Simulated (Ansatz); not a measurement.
Ligand exchange: C2H5ClSn + C3H8O → C2H6OSn + C3H7Cl

Species: C2H5ClSn `C[CH2][Sn][Cl]`, singlet; C3H8O (1-propanol) `CCCO`, singlet; C2H6OSn `C[CH2][Sn][OH]`, singlet; C3H7Cl (1-chloropropane) `CCCCl`, singlet. The partners trade Cl for OH: Sn–Cl and C–OH bonds give way to Sn–OH and C–Cl.

Shapes, held fixed at every level: PBE0-D4/def2-TZVP. Flexible molecules stand in one conformer, not always the lowest. Programs: Ansatz 0.2.0. The zero-point and thermal change to 298 K, harmonic and unscaled (PBE0-D4/def2-TZVP), is -4.4 kJ/mol.

```tsv
level	kind	ΔH(298 K) (kJ/mol)	less CCSD(T)/def2-TZVPP
HF/def2-SVP	Hartree–Fock	+84.7	+47.6
B3LYP-D4/def2-TZVPP	global hybrid	+41.7	+4.6
BHLYP-D4/def2-TZVPP	global hybrid	+51.5	+14.4
r2SCAN0-D4/def2-TZVPP	global hybrid	+45.6	+8.5
B2PLYP/def2-TZVPP	double hybrid	+38.4	+1.3
CCSD/def2-SVP	coupled cluster or CI	+55.8	+18.7
CCSD/def2-TZVPP	coupled cluster or CI	+41.9	+4.8
CCSD(T)/def2-TZVPP	coupled cluster or CI	+37.1	0.0
```

The highest level, CCSD(T)/def2-TZVPP, gives ΔH(298 K) = +37.1 kJ/mol; the levels span +37.1 to +84.7. The column of differences is taken from that level and isn't an error. No measured value is set beside it here. For atoms past krypton def2 sets carry core potentials with scalar relativity. Correlated rows may include outer-core shells of Sn, which these sets cover unevenly.

Every level makes the exchange endothermic, so tin(II) keeps chloride and carbon keeps hydroxyl. The balance is between two preferences: both elements bind oxygen strongly, but the C–O bond's advantage over C–Cl outweighs whatever is gained in replacing Sn–Cl by Sn–OH. Donation from an oxygen lone pair into the empty 5p orbital of the stannylene probably helps the hydroxide, though not enough to reverse the order.

The sign is secure, the size less so. At the CCSD level, going from def2-SVP to def2-TZVPP lowers the enthalpy from +55.8 to +41.9 kJ/mol, a larger change than the triples then bring, probably because the small set describes the polar bonds and lone pairs unevenly. The Hartree–Fock excess therefore can't be put down to missing correlation alone.

With two molecules on each side, the entropy change should be modest, which suggests that equilibrium between the gas-phase monomers favours the reactants. In condensed phases, hydroxide bridging between tin centres could shift that balance.
